In a crystal, the energy of an electron depends on its wave vector k, and a band is one energy level followed as k changes. The table follows five neighbouring bands of LuTi₂Ga₄ to the special points of k-space, with energies counted from the Fermi level, up to which the levels are filled. The highest band that holds electrons anywhere is v1; v2 and v3 are the next ones down, and c1 and c2 the next ones up. Z and Z_0 are equivalent by symmetry, so they count as one point.

Kohn-Sham bands of LuTi₂Ga₄ (space group I4/mmm) from a single-point calculation on the unrelaxed cell with Ansatz 0.2.0, using r2SCAN, plane waves with PAW datasets and a 500 eV cutoff, scalar-relativistic and without spin polarisation. The Fermi level was set on an 8×8×8 k-mesh with Fermi-Dirac filling of width 0.1 eV.

```
k-point  coordinates (reciprocal vectors of the computed cell, not always the standard one)  band v3 (eV from the Fermi level)  band v2 (eV from the Fermi level)  band v1 (eV from the Fermi level)  band c1 (eV from the Fermi level)  band c2 (eV from the Fermi level)  c1 less v1 (eV)
  Gamma                                                                               0 0 0                              -0.88                              -0.23                              -0.12                               1.48                               1.49             1.60
      X                                                                             0 0 0.5                              -0.95                              -0.40                               0.23                               1.39                               2.05             1.16
      M                                                                           0 0.5 0.5                              -0.38                              -0.11                               1.44                               1.54                               1.54             0.10
      Z                                                                  0.833 0.416 -0.416                              -0.02                               0.28                               1.25                               1.41                               1.41             0.16
    Z_0                                                                   0.167 0.584 0.416                              -0.02                               0.28                               1.25                               1.41                               1.41             0.16
      P                                                                       0.5 0.25 0.25                              -0.45                              -0.45                               0.66                               0.66                               1.08             0.00
      N                                                                           0.5 0.5 0                              -0.06                               0.27                               0.87                               1.41                               1.41             0.54
```

Where is the distance from v1 to c1 largest, where is it smallest, and is it a band gap? It is largest at Gamma, with 1.60 eV, and vanishes at P. A gap separates filled from empty levels, and Gamma is the only listed point where v1 lies below the Fermi level. At P both bands sit at 0.66 eV and are empty, so their meeting there closes no gap. The last column is a gap at Gamma alone, and there only for that one wave vector.

Is the compound a metal, then, although every listed point has some distance between its highest filled and its lowest empty level? It is, because a band numbered by energy changes continuously with k. Between Gamma and X, v1 rises from −0.12 to 0.23 eV and must pass through zero on the way. At that crossing, filled and empty states of the same band touch, and an arbitrarily small energy can move an electron from one to the other. Separations at single points, however wide, can't rule this out; a semiconductor needs every band to stay on one side of the Fermi level at all k.

Can so few points account for the electrons in the cell? Gamma, X, M and N together form a coarse, even mesh of eight points, in which they occur once, twice, once and four times. Of the bands v3, v2 and v1, the number below zero at these points is 3, 2, 2 and 1. In the same calculation v1 is band number 52, so 49 bands lie below v3; they are taken as full, and each band holds two electrons:

filled bands among v3, v2 and v1 = (1×3 + 2×2 + 1×2 + 4×1)/8 = 13/8

electrons = 2 × (49 + 13/8) = 101.25

The calculation has 101 electrons per cell, so the estimate is a quarter of an electron too high. Filling the levels gradually, with the 0.1 eV width of the run, gives 100.8 instead. The Fermi level was itself set to hold 101 electrons on a finer mesh, so the agreement tests the numbering of the bands and the coarse mesh, not the functional. A mistake of one band would have shown up as two electrons. The weak spot is N, which carries half the weight: another band hidden just below v3 could lower the gradual count by up to 0.4. The output below gives the occupations behind both sums.

Is the odd number of electrons the reason for the metal? It is a sufficient reason here, since without spin polarisation each band takes electrons in pairs and 101 can't fill whole bands. It isn't the only one, as the case of an even number shows. With 102 electrons, 51 bands could be full, but only if all of v2 lay below all of v1. In the table v2 reaches 0.28 eV at Z while v1 comes down to −0.12 eV at Gamma, so the two overlap by at least 0.40 eV. Electrons would leave the top of v2 for the bottom of v1, and both bands would stay partly filled.

Why do the bands overlap at all? Imagine the atoms pulled far apart: each band becomes flat, an atomic level with the same energy at every k. Bringing the atoms together lets electrons pass between neighbours, and the energy then depends on how the phase of the wave changes from one atom to the next. Standard band theory thus gives each band a width, and bands can overlap once their widths become comparable with the distance between the levels they came from. Little width is needed when many levels start close together: the two titanium atoms alone bring ten 3d orbitals into the cell. Here v2 lies only 0.11 eV below v1 at Gamma but rises by 0.51 eV from there to Z, which carries it above the lowest energies of v1. As the bands are numbered by energy, neither of them has to stem from a single atomic level.

What would happen if hafnium, which brings one more electron, took the place of lutetium? Suppose first that the bands kept their shape, with equally many states per eV just above the Fermi level as at it. The calculation finds 4.27 states per eV and cell at the Fermi level, so one extra electron would raise that level by about 1/4.27 = 0.23 eV. The raised level would still cut through v1, which extends from below zero to 1.44 eV, and the compound would remain a metal. Hafnium would also shift and reshape the bands, so this is a first estimate for the neighbouring compound, not a result for it.

Why do c1 and c2 have equal energies at M, Z and N? At M and Z the crystal keeps its fourfold axis. A quarter turn about it can change a wave pointing along x into one pointing along y, and two waves related in this way must have the same energy. P has a similar operation, a quarter turn combined with inversion, which allows the two pairs seen there. At N no such operation is left, so symmetry doesn't require the equality. It may be chance, or a trace of the titanium atoms: on their own they repeat after half the edge c, and in that finer lattice all levels at N would come in pairs. A change of shape can tell a required pair from one that isn't: relaxing the tetragonal cell may separate the levels at N, but only a lower symmetry, such as unequal edges a and b, would split a true pair at M. Spin-orbit coupling, which the calculation leaves out, could split such pairs as well.

Which digits can be trusted? The second decimal is good enough to compare levels within this one calculation, but not with measured energies, which Kohn-Sham levels only approximate. Even within the table, a difference of 0.01 eV can be little more than rounding. At Gamma, c1 and c2 are probably two close levels, because a true pair would print as equal numbers unless it sat on the edge between two roundings. Near zero, even the sign is delicate. At Z, v3 lies at −0.02 eV and is only about 55% occupied; with ever sharper filling it would become full, provided the Fermi level stayed where it is. Relaxing the cell could carry such a level across zero. That wouldn't change the verdict of a metal: without spin polarisation, 101 electrons can't fill whole bands, whichever side of zero a single level falls on. Magnetism remains untested, since spin polarisation was switched off.

Numerical output:

```
Levels next to the Fermi level in eV:
    row  highest below  lowest above  separation
  Gamma          -0.12          1.48         1.6
      X           -0.4          0.23        0.63
      M          -0.11          1.44        1.55
      Z          -0.02          0.28         0.3
    Z_0          -0.02          0.28         0.3
      P          -0.45          0.66        1.11
      N          -0.06          0.27        0.33
Occupation of each band between 0 and 1:
    row      v3       v2         v1  number of the three below zero
  Gamma  0.9998   0.9089     0.7685                               3
      X  0.9999    0.982    0.09112                               2
      M  0.9781   0.7503  5.574e-07                               2
      Z  0.5498  0.05732  3.727e-06                               1
    Z_0  0.5498  0.05732  3.727e-06                               1
      P   0.989    0.989   0.001359                               2
      N  0.6457  0.06297  0.0001666                               1
Distances between neighbouring bands in eV:
    row  v2 less v3  v1 less v2  c2 less c1  twofold level allowed
  Gamma        0.65        0.11        0.01                      1
      X        0.55        0.63        0.66                      0
      M        0.27        1.55           0                      1
      Z         0.3        0.97           0                      1
    Z_0         0.3        0.97           0                      1
      P           0        1.11        0.42                      1
      N        0.33         0.6           0                      0
Electrons per cell from the eight points, smeared filling: 100.8
Electrons per cell from the eight points, sharp filling: 101.2
Smeared count less the true count, electrons: -0.1533
Sharp count less the true count, electrons: 0.25
Most that one unlisted band just below v3 could take off, electrons: 0.3599
Overlap of v3 and v2 at the corners, eV: 0.43
Overlap of v2 and v1 at the corners, eV: 0.4
Overlap of v1 and c1 at the corners, eV: 0.78
Spread of v1 over the corners, eV: 1.56
Rigid-band rise of the Fermi level for one more electron per cell, eV: 0.2342
```
